**Sphere-area estimate of the density of states of Fermi sheets in Ir₃Rh**

The table holds the density of states, filled share, mean speed and band limits of the eight Fermi sheets of ordered Ir₃Rh from one plane-wave PAW LDA calculation without spin polarisation or spin-orbit coupling, in an unrelaxed cell. The program tests $D = s\,C\,x^{2/3}/v$, in which the sheet area is that of one sphere holding the minority share $x$ of the zone, with $s=1$ for $x<0.1$ and $s=2$ above, the latter read from rows 5–8. The mean error is 8% over the table (worst 31%, row 5) and 16% on the sheets at ±0.25 eV that were not used to set $s$ (worst 78%, band 37). A speed-free parabolic estimate, $D=3x/\text{depth}$, holds within 9% for rows 1–3 and is too low for the others. A Drude weight built from $Dv^2$ comes out 5% above the value of the calculation, with the cause not identified.

Fermi sheets of Ir₃Rh (Pm-3m, cell as given, not relaxed) from Ansatz 0.2.0: scalar-relativistic LDA without spin polarisation, plane waves and PAW, cutoff 420 eV. The density was converged on a 10×10×10 k mesh with Gaussian smearing of width 0.05 eV, and the sheets were evaluated on a 30×30×30 mesh. Band bottoms and tops are relative to the Fermi level.

## Program and output

```python
# Table: eight Fermi sheets of one Ir3Rh run (Ansatz 0.2.0, LDA, PAW, no spin, no spin-orbit, unrelaxed cell):
# DOS, filled share, mean speed, band limits. Tested: D = s*C*x^(2/3)/v (one-sphere area, shape factor s),
# the speed-free parabolic estimate D = 3x/depth, and the Drude weight estimated as D*v^2.
T = {
    'row': [1, 2, 3, 4, 5, 6, 7, 8],
    'sheet_dos': [0.027, 0.028, 0.044, 0.179, 0.505, 0.988, 1.486, 0.821],  # states/eV/cell
    'sheet_spin': ['both', 'both', 'both', 'both', 'both', 'both', 'both', 'both'],
    'sheet_band': [29, 30, 31, 32, 33, 34, 35, 36],
    'sheet_filled_share': [0.994, 0.993, 0.985, 0.962, 0.877, 0.741, 0.333, 0.116],
    'sheet_mean_speed': [11.768, 12.171, 13.209, 5.729, 6.696, 7.52, 6.549, 5.192],  # 1e5 m/s
    'sheet_bottom': [-3.273, -3.046, -2.969, -2.938, -1.837, -1.633, -1.215, -1.102],  # eV
    'sheet_top': [0.684, 0.689, 1.042, 1.042, 1.044, 1.081, 1.647, 1.647],  # eV
}
import numpy as np
from scipy import constants as sc
a = 3.84  # cell edge in Angstrom, from the run
D, f, v, bot, top = [np.array(T['sheet_' + k], float) for k in ('dos', 'filled_share', 'mean_speed', 'bottom', 'top')]
band = [int(b) for b in T['sheet_band']]
# further outputs of the same run: areas (1/A^2), totals, sheets at -0.25 and +0.25 eV as (share, DOS, speed)
area = np.array([0.452, 0.485, 0.843, 1.479, 4.874, 10.707, 14.03, 6.146])
Dtot, drude, nel = 4.078, 81.541, 68
lo = {29: (.9897, .036, 11.877), 30: (.9889, .037, 12.308), 31: (.9784, .052, 14.132), 32: (.9367, .237, 6.099),
      33: (.8091, .631, 7.129), 34: (.5972, 1.309, 7.365), 35: (.1672, 1.122, 5.904), 36: (.0628, .313, 6.608)}
hi = {29: (.9962, .018, 11.433), 30: (.9956, .020, 11.512), 31: (.9901, .043, 10.376), 32: (.9814, .125, 5.522),
      33: (.9330, .399, 5.759), 34: (.8508, .794, 7.037), 35: (.5267, 1.490, 6.084), 36: (.2665, 1.633, 5.403),
      37: (.0087, .261, 6.597)}
hb = sc.hbar / sc.e * 1e15  # eV*A per 1e5 m/s
g = 2 * np.pi / a
C = (36 * np.pi) ** (1 / 3) * a / (np.pi * hb)
x = np.minimum(f, 1 - f)
sph = C * x ** (2 / 3) / v
s = D / sph
rule = np.where(x < 0.1, 1, 2) * sph
par = 3 * x / np.where(f > 0.5, top, -bot)
print(f"hbar*1e5 m/s = {hb:.4f} eV A; 2pi/a = {g:.3f} 1/A; mesh step {g/30:.4f} 1/A; C = {C:.2f}")
print(f"sum DOS {D.sum():.3f} (run {Dtot}); sum shares {f.sum():.3f} (count {nel/2-(band[0]-1):.0f})")
print(f"hole shares {x[f>0.5].sum():.3f}, electron shares {x[f<0.5].sum():.3f}")
print(f"max/min: DOS {D.max()/D.min():.0f}, area {area.max()/area.min():.0f}, speed {v.max()/v.min():.2f}")
idn = 2 / g**3 * area / (hb * v)
print(f"built-in identity area/speed: largest DOS gap {abs(idn-D).max():.4f} states/eV/cell")
print(f"row 3 to 4 ratios: DOS {D[3]/D[2]:.2f}, area {area[3]/area[2]:.2f}, speed {v[3]/v[2]:.2f}")
print("row band x x^(2/3) radius(1/A) D sphere s rule error% rounding%")
rnd = 100 * (0.0005 / D + 2 / 3 * 0.0005 / x)
for i in range(len(D)):
    r = g * (3 * x[i] / (4 * np.pi)) ** (1 / 3)
    print(f"{i+1} {band[i]} {x[i]:.3f} {x[i]**(2/3):.4f} {r:.3f} {D[i]:.3f} {sph[i]:.3f} {s[i]:.2f} {rule[i]:.3f} {100*(rule[i]/D[i]-1):+.0f} {rnd[i]:.1f}")
e1, e2 = 100 * abs(rule / D - 1), 100 * abs(par / D - 1)
print(f"geometric mean s: rows 1-4 {np.exp(np.log(s[:4]).mean()):.2f}, rows 5-8 {np.exp(np.log(s[4:]).mean()):.2f}; n^(1/3) for n=3,8,12: {3**(1/3):.2f} 2.00 {12**(1/3):.2f}")
print(f"rule: mean error {e1.mean():.0f}%, worst row {e1.argmax()+1} {e1.max():.0f}%, total {rule.sum():.2f} ({100*(rule.sum()/Dtot-1):+.0f}%); s=1 total {sph.sum():.2f}")
print(f"3x/depth: mean error {e2.mean():.0f}%, worst row {e2.argmax()+1} {e2.max():.0f}%, total {par.sum():.2f}")
w = D * v**2
print("row 3x/depth error% | DOS share% | D*v^2 share%")
for i in range(len(D)):
    print(f"{i+1} {par[i]:.3f} {100*(par[i]/D[i]-1):+.0f} | {100*D[i]/D.sum():.1f} | {100*w[i]/w.sum():.1f}")
for n, sl in (("1-3", slice(0, 3)), ("6-8", slice(5, 8))):
    print(f"rows {n}: DOS {100*D[sl].sum()/D.sum():.1f}%, D*v^2 {100*w[sl].sum()/w.sum():.1f}%")
W = sc.e / sc.epsilon_0 * 1e10 / a**3 * hb**2 * w.sum() / 3
print(f"Drude estimate {W:.1f} eV^2 vs run {drude} ({100*(W/drude-1):+.1f}%); {W**.5:.2f} vs {drude**.5:.2f} eV")
print("band: x, s, rule error% at -0.25 eV | at +0.25 eV (not used to set s)")
errs = []
def shifted(t):
    xx = min(t[0], 1 - t[0])
    d = C * xx ** (2 / 3) / t[2]
    er = 100 * ((1 if xx < 0.1 else 2) * d / t[1] - 1)
    errs.append(abs(er))
    return f"{xx:.4f} {t[1]/d:.2f} {er:+.0f}"
for b in hi:
    print(b, shifted(lo[b]) if b in lo else "empty", "|", shifted(hi[b]))
print(f"shifted sheets: mean error {np.mean(errs):.0f}%, worst {max(errs):.0f}%, within 25%: {sum(e<=25 for e in errs)} of {len(errs)}")
assert abs(D.sum() - Dtot) < 0.005 and abs(f.sum() - 6) < 0.005
assert (s > 0.95).all()
assert (s[:4] < 1.15).all() and (s[4:] > 1.4).all()
```

Output:

```
hbar*1e5 m/s = 0.6582 eV A; 2pi/a = 1.636 1/A; mesh step 0.0545 1/A; C = 8.98
sum DOS 4.078 (run 4.078); sum shares 6.001 (count 6)
hole shares 0.448, electron shares 0.449
max/min: DOS 55, area 31, speed 2.54
built-in identity area/speed: largest DOS gap 0.0004 states/eV/cell
row 3 to 4 ratios: DOS 4.07, area 1.75, speed 0.43
row band x x^(2/3) radius(1/A) D sphere s rule error% rounding%
1 29 0.006 0.0330 0.184 0.027 0.025 1.07 0.025 -7 7.4
2 30 0.007 0.0366 0.194 0.028 0.027 1.04 0.027 -4 6.5
3 31 0.015 0.0608 0.250 0.044 0.041 1.06 0.041 -6 3.4
4 32 0.038 0.1130 0.341 0.179 0.177 1.01 0.177 -1 1.2
5 33 0.123 0.2473 0.505 0.505 0.332 1.52 0.663 +31 0.4
6 34 0.259 0.4063 0.647 0.988 0.485 2.04 0.970 -2 0.2
7 35 0.333 0.4804 0.704 1.486 0.659 2.26 1.318 -11 0.1
8 36 0.116 0.2379 0.495 0.821 0.411 2.00 0.823 +0 0.3
geometric mean s: rows 1-4 1.05, rows 5-8 1.93; n^(1/3) for n=3,8,12: 1.44 2.00 2.29
rule: mean error 8%, worst row 5 31%, total 4.05 (-1%); s=1 total 2.16
3x/depth: mean error 27%, worst row 8 62%, total 2.42
row 3x/depth error% | DOS share% | D*v^2 share%
1 0.026 -3 | 0.7 | 2.0
2 0.030 +9 | 0.7 | 2.2
3 0.043 -2 | 1.1 | 4.1
4 0.109 -39 | 4.4 | 3.2
5 0.353 -30 | 12.4 | 12.2
6 0.719 -27 | 24.2 | 30.1
7 0.822 -45 | 36.4 | 34.3
8 0.316 -62 | 20.1 | 11.9
rows 1-3: DOS 2.4%, D*v^2 8.4%
rows 6-8: DOS 80.8%, D*v^2 76.3%
Drude estimate 85.8 eV^2 vs run 81.541 (+5.2%); 9.26 vs 9.03 eV
band: x, s, rule error% at -0.25 eV | at +0.25 eV (not used to set s)
29 0.0103 1.01 -1 | 0.0038 0.94 +6
30 0.0111 1.02 -2 | 0.0044 0.95 +5
31 0.0216 1.06 -5 | 0.0099 1.08 -7
32 0.0633 1.01 -1 | 0.0186 1.09 -9
33 0.1909 1.51 +32 | 0.0670 1.55 -36
34 0.4028 1.97 +2 | 0.1492 2.21 -10
35 0.1672 2.43 -18 | 0.4733 1.66 +20
36 0.0628 1.46 -31 | 0.2665 2.37 -16
37 empty | 0.0087 4.53 -78
shifted sheets: mean error 16%, worst 78%, within 25%: 13 of 17
```
